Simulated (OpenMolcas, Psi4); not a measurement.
## SiH4O (silanol): methods side by side

The species is SiH4O (6 atoms), meant as a singlet with charge 0. As SMILES, `O[SiH3]`. The shape is that of a PBE0-D4/def2-TZVP optimisation.

| atom | x (Å) | y (Å) | z (Å) |
| --- | --- | --- | --- |
| O | 0.6367 | -1.0303 | 0.4190 |
| Si | -0.0357 | 0.3465 | -0.1870 |
| H | 0.0691 | -1.6292 | 0.9047 |
| H | -1.1283 | 0.0457 | -1.1528 |
| H | 1.0605 | 1.0649 | -0.8756 |
| H | -0.6023 | 1.2024 | 0.8917 |

Each level gives the dipole moment (D). The values are calculated.

```tsv
level	kind	program	value (D)
HF/cc-pVTZ	Hartree–Fock	OpenMolcas	1.39
HF/cc-pVTZ (density fitting)	Hartree–Fock	Psi4	1.39
PBE/cc-pVTZ	GGA	OpenMolcas	1.25
M06-L/cc-pVTZ	meta-GGA	OpenMolcas	1.27
TPSS/cc-pVTZ	meta-GGA	OpenMolcas	1.26
B3LYP/cc-pVTZ	global hybrid	OpenMolcas	1.29
BHLYP/cc-pVTZ	global hybrid	OpenMolcas	1.33
M06-2X/cc-pVTZ	hybrid meta-GGA	OpenMolcas	1.32
```

The values span 1.25 to 1.39 D. Magnitudes only.

All levels give silanol a moderate dipole, smallest with PBE (1.25 D) and largest with Hartree–Fock (1.39 D). The moment reflects electron-rich oxygen bound to electropositive silicon and to an acidic hydrogen. The hydridic Si–H bonds partly offset the Si–O contribution, because their negative ends lie on the far side of silicon from oxygen.

The semi-local functionals lie lowest, the hybrids higher and Hartree–Fock highest, so the dipole broadly grows with the share of exact exchange. M06-2X breaks a strict ordering, falling just below BHLYP despite its slightly larger share. With the nuclei fixed, the spread comes from the electron density, probably because Hartree–Fock, lacking correlation, exaggerates the bond polarity. Density fitting leaves the Hartree–Fock value unchanged at the printed precision.

The qualitative picture of a moderately polar molecule is therefore insensitive to the choice of method, but without a correlated wavefunction or experimental reference the comparison cannot show which functional is most accurate.
